# Screened exchange in sX-LDA: momentum mesh or real-space sphere

Hartree atomic units, energies per electron, spin-unpolarised gas at $T=0$.

## Exact answer of the model

sX-LDA (Bylander and Kleinman, 1990) uses the kernel $w(r)=e^{-k_sr}/r$, $w(q)=4\pi/(q^2+k_s^2)$:
$$E_{xc}=E_{xc}^{\rm LDA}-\int n\,\varepsilon_{sx}(n)\,d^3r+E_{sx}^{\rm NL}.$$
In the uniform gas the last two terms cancel. The local term is analytic and the nonlocal one is numerical, so any deviation of $E_{sx}^{\rm NL}$ is a deviation from the LDA energy.

Two Fermi spheres displaced by $q=2k_Fx$ overlap by the fraction $g=1-\tfrac32x+\tfrac12x^3$ for $x<1$. With $z=k_s/k_F=2a$,
$$\varepsilon_{sx}=-\frac12\int\frac{d^3q}{(2\pi)^3}\,w\,g=-e_xF,\qquad e_x=\frac{3k_F}{4\pi},\qquad F=\frac83\int_0^1\frac{x^2g}{x^2+a^2}\,dx .$$
Write $x^2/(x^2+a^2)=1-a^2/(x^2+a^2)$, use $\int_0^1g\,dx=3/8$, and integrate the rest termwise:
$$F=1-\frac{4z}{3}\arctan\frac2z-\frac{z^2}{6}\left[1-\left(\frac{z^2}{4}+3\right)\ln\left(1+\frac4{z^2}\right)\right].$$
Limits: $F(0)=1$, and $F=4/(9z^2)-8/(15z^4)+\dots$ at large $z$.

Inputs: $r_s=2.07$ (typical for Al), Thomas-Fermi screening $k_s^2=4k_F/\pi$, cubic cell of 4 atoms and 12 electrons. Then $k_F=0.9271$, $k_s=1.0865$, $z=1.1719$, $a^2=0.3433$, cell edge $d=7.639$ bohr, $e_x=6.023$ eV, $F=0.18884$, $\varepsilon_{sx}=-1.1374$ eV. Define $\Delta=e_x(F_{\rm method}-F)$, positive for overbinding.

All methods share $N_k$ dense $k$ points, $N_b=6$ occupied bands per spin on average, and $G=20^3$ grid points per cell (assumed). The $k$ sampling is treated as converged. Work $W$ is counted in complex multiply-adds per state and grid point. Total work is $N_kN_bG\,W$, and all methods store $N_kN_bG$ orbital values.

## A. Mesh of momentum transfers

Restrict $q$ to an $m^3$ submesh, spacing $2\pi/L$, $L=md$.

**Cost.** Each state has $nL^3/2=6m^3$ same-spin partners. A pair needs a product, one FFT (counted as $G\log_2G$) and a weighted sum, so $W_A=6m^3(\log_2G+2)=89.8\,m^3$. Extra memory is $O(G)$.

**Deviation.** With $M=k_FL/\pi=2.2545\,m$ and $f=g/(x^2+a^2)$,
$$F_M=\frac{2}{3\pi M^3}\sum_{\mathbf n\in\mathbb Z^3}f(|\mathbf n|/M).$$
Poisson summation gives $F_M-F=\frac{2}{3\pi}\sum_{\mathbf t\ne0}\hat f(2\pi M|\mathbf t|)$, where $\hat f(\kappa)=\frac{4\pi}{\kappa}\int_0^1u\sin(\kappa x)\,dx$ and $u=xf$. Integrate by parts three times. The values $u(0),u(1),u'(1)$ vanish, $u''(0)=-3/a^2$ and $u''(1)=3/(1+a^2)$, so
$$F_M-F\simeq\frac{1}{2\pi^4M^4}\sum_{\mathbf t\neq0}\frac1{t^4}\left[\frac1{a^2}+\frac{\cos(2\pi Mt)}{1+a^2}\right],\qquad \sum_{\mathbf t\ne0}t^{-4}=16.532 .$$
The first term comes from the cusp of $g$ at $q=0$ and gives $57.6/m^4$ meV. The second comes from the edge at $2k_F$ and is at most $a^2/(1+a^2)=0.256$ of the first. To this order $43/m^4\le\Delta_A\le72/m^4$ meV. The next cusp term, from $|x|^3$, is $0.50/M^2$ of the first. Screening removes the divergence at $q=0$, but the sharp Fermi surface leaves a power law: $\Delta_A\propto L^{-4}$, $W_A\propto\Delta^{-3/4}$. For the bare kernel the same counting gives $L^{-1}$ with the $q=0$ term dropped and $L^{-2}$ after the $1/q^2$ term is corrected.

## C. Mesh with the cusp term subtracted

Subtract $57.6/m^4$ meV. Work and memory are those of A. The edge term remains, so the exponent stays and the envelope drops to $|\Delta_C|\lesssim14.7/m^4$ meV. At fixed envelope the work falls to $[a^2/(1+2a^2)]^{3/4}=0.30$ of that of A. The cusp slope is the projected area of the Fermi surface over the Fermi volume, which for a sphere gives $\tfrac32x$. A real metal needs its own direction-dependent slope.

## B. Real-space sphere

The exchange hole is $-\tfrac n2[3j_1(y)/y]^2$ with $y=k_Fr$, so $F=4\int_0^\infty e^{-zy}j_1^2\,dy/y$. Keep point pairs closer than $R$.

**Cost.** Each state adds one term to the density matrix for every point within $R$ of a grid point: $W_B=P=\tfrac{4\pi}{3}R^3G/d^3=75.2\,R^3$. Extra memory is $P$ if the energy is streamed and $GP$ if the operator is kept for repeated use.

**Deviation.**
$$\Delta_B=-4e_x\int_{k_FR}^\infty e^{-zy}\,\frac{j_1^2}{y}\,dy .$$
With $j_1^2\to(1+\cos2y)/2y^2$ the smooth part tends to $-3e^{-k_sR}/(2\pi k_Fk_sR^3)$, so $W_B\propto[\ln(1/|\Delta|)]^3$ up to log-log terms. The oscillating part makes plateaus at the zeros of $j_1$. For the bare kernel the leading tail is $e_x/(k_FR)^2$, which is 0.11 eV at $R=8$.

**Grid terms.** The integrand $\tfrac n4w(r)[3j_1/y]^2$ has odd powers $r^{-1},r,r^3$ at the origin. A grid of spacing $h=d/20=0.382$ bohr misses them by lattice constants times $h^2,h^4,h^6$. For $r$ and $r^3$ the constants are $-16.532/2\pi^3=-0.2666$ and $\tfrac{3}{2\pi^5}\sum_{\mathbf t\ne0}t^{-6}=0.0412$. The $r$ term has the coefficient $k_s^2/2-k_F^2/5$ and shifts $\Delta$ by $-0.43$ meV. B is therefore assumed to remove the $h^2$ and $h^4$ terms with a corrected origin weight. The $r^3$ term, coefficient $k_s^4/24-k_s^2k_F^2/10+3k_F^4/175$, leaves $-0.0007$ meV.

## Tables

Mesh, $\Delta$ in meV. Direct sums for $m\le3$, leading-order envelopes above.

| $m$ | $W/10^3$ | $\Delta_A$ | $\Delta_C$ |
|---|---|---|---|
| 1 | 0.090 | 69.9 | 12.3 |
| 2 | 0.72 | 3.36 | -0.24 |
| 3 | 2.4 | 0.68 | -0.03 |
| 4 | 5.7 | ≤ 0.283 | ± 0.058 |
| 6 | 19 | ≤ 0.056 | ± 0.0114 |
| 7 | 31 | ≤ 0.030 | ± 0.0061 |
| 9 | 65 | ≤ 0.0110 | ± 0.0022 |
| 10 | 90 | ≤ 0.0072 | ± 0.0015 |
| 13 | 197 | ≤ 0.0025 | ± 0.0005 |

Sphere, truncation integral without the grid term.

| $R$ (bohr) | $W/10^3$ | $\Delta_B$ (meV) |
|---|---|---|
| 3 | 2.0 | -18 |
| 4 | 4.8 | -0.81 |
| 5 | 9.4 | -0.22 |
| 6 | 16 | -0.104 |
| 7 | 26 | -0.014 |
| 8 | 38 | -0.0013 |
| 9 | 55 | -0.0010 |

$R=9$ gains little over $R=8$ because $j_1$ vanishes at $R=8.33$. With the $h^6$ term, $R=8$ stands at $-0.0021$ meV.

## Cheapest choice for a stated accuracy

Smallest integer setting whose direct value or envelope passes, with $W/10^3$ in brackets.

| $\lvert\Delta\rvert$ below (meV) | A | C | B | pick |
|---|---|---|---|---|
| 10 | $m=2$ (0.72) | $m=2$ (0.72) | $R=4$ (4.8) | A, no correction needed |
| 1 | $m=3$ (2.4) | $m=2$ (0.72) | $R=4$ (4.8) | C |
| 0.1 | $m=6$ (19) | $m=3$ (2.4) | $R=7$ (26) | C |
| 0.01 | $m=10$ (90) | $m=7$ (31) | $R=8$ (38) | C or B |
| 0.003 | $m=13$ (197) | $m=9$ (65) | $R=8$ (38) | B or C |

At 1 meV B costs 6.7 times C. In the last two rows the ratios are $W_B/W_C=1.2$ and $W_C/W_B=1.7$, which a nominal FFT count doesn't resolve. The envelope of C is also loose, since the phases $2\pi Mt$ partly cancel: at $m=2$ it allows 0.92 meV and the sum gives 0.24. At 0.003 meV plain A costs 5.1 times B. At still tighter targets the logarithmic cost of B wins over any power law, provided that further grid terms are removed too.

## Best choice inside a budget

- $W\le10^3$: C at $m=2$, 0.24 meV. A gives 3.36 meV. B can't afford $R=3$, which still misses by 18 meV.
- $W\le10^4$: C at $m=3$ or 4, within 0.058 meV. A at $m=4$ lies between 0.17 and 0.28 meV, B at $R=5$ gives 0.22 meV.
- $W\le4\times10^4$: B at $R=8$ gives 0.0021 meV, the smallest certified value. C at $m=7$ is within 0.0061 meV and A is above 0.018 meV. A stored B operator then holds $GP=3.1\times10^8$ numbers, so under a memory limit B must be streamed or C used.

## Larger cells and limits

For a cell of edge $sd$ the mesh can't be coarser than one point, which samples like $m=s$ and costs $W=6s^3[\log_2(Gs^3)+2]$. $W_B$ doesn't depend on $s$. With $N$ atoms at fixed $N_k$ the total work grows as $N^3\log N$ for the mesh and as $N^2$ for the sphere built from extended orbitals. At 1 meV the sphere costs $4.8\times10^3$, against $3.2$, $8.1$ and $16\times10^3$ for $s=3,4,5$. It is ahead by 1.7 at 256 atoms and by 3.4 at 500 atoms.

The numbers are the model's: a spherical Fermi surface at the Al valence density, sharp occupations and an assumed grid. $W_B$ is proportional to $G$ while $W_A$ grows as $\log G$, so harder pseudopotentials favour the mesh. Thermal smearing rounds the cusp and the edge and ends the $L^{-4}$ law once $L$ exceeds the thermal decay length of the density matrix. Where the Fermi-surface slope is unknown, C is unavailable and the choice is A at 10 meV, A at 1 meV by a work ratio of 2.0, a near tie at 0.1 meV, and B at 0.01 meV and below.